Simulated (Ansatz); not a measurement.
**Ligand exchange: InH2(NH2) + H3NO → InH2(OH) + N2H4**

Species: InH2(NH2), singlet; H3NO (hydroxylamine) `NO`, singlet; InH2(OH), singlet; N2H4 (hydrazine) `NN`, singlet. The partners trade NH2 for OH: In–NH2 and N–OH bonds give way to In–OH and N–NH2.

Shapes, held fixed at every level: PBE0-D4/def2-TZVP. Flexible molecules stand in one conformer, not always the lowest. Programs: Ansatz 0.2.0. The zero-point and thermal change to 298 K, harmonic and unscaled (PBE0-D4/def2-TZVP), is +2.3 kJ/mol.

```tsv
level	kind	ΔH(298 K) (kJ/mol)	less CCSD(T)/def2-TZVPP
HF/def2-TZVPP	Hartree–Fock	-78.2	-9.2
B3LYP-D4/def2-TZVPP	global hybrid	-71.3	-2.3
PBE0-D4/def2-TZVPP	global hybrid	-71.2	-2.2
wB97X-V/def2-TZVPP	range-separated hybrid	-71.3	-2.3
CCSD(T)/def2-SVP	coupled cluster or CI	-66.1	+2.9
CCSD/def2-SVP	coupled cluster or CI	-68.1	+0.9
CCSD/def2-TZVPP	coupled cluster or CI	-70.2	-1.2
CCSD(T)/def2-TZVPP	coupled cluster or CI	-69.0	0.0
```

The highest level, CCSD(T)/def2-TZVPP, gives ΔH(298 K) = -69.0 kJ/mol; the levels span -78.2 to -66.1. The column of differences is taken from that level and isn't an error. No measured value is set beside it here. For atoms past krypton def2 sets carry core potentials with scalar relativity. Correlated rows may include outer-core shells of In, which these sets cover unevenly.

Exchanging NH2 for OH on indium is clearly exothermic at every level, with ΔH(298 K) = -69.0 kJ/mol at CCSD(T)/def2-TZVPP. The driving force is mainly the preference of electropositive indium for the more electronegative oxygen: In–OH is more polar and stronger than In–NH2. On the other side of the exchange, N–OH and N–NH2 are both weak single bonds between atoms carrying lone pairs, so losing the N–O bond costs little that the new N–N bond doesn't repay.

Hartree–Fock exaggerates the exothermicity, probably because missing correlation penalises the N–O bond of hydroxylamine more than the bonds formed. The three hybrids recover most of this correction and nearly coincide. Within coupled cluster, triples make the reaction less exothermic in both basis sets, whereas the larger basis makes it more so; these opposing shifts affect the magnitude but not the direction. The result concerns isolated monomers, and association through bridging amide or hydroxide groups could change the balance in condensed phases.
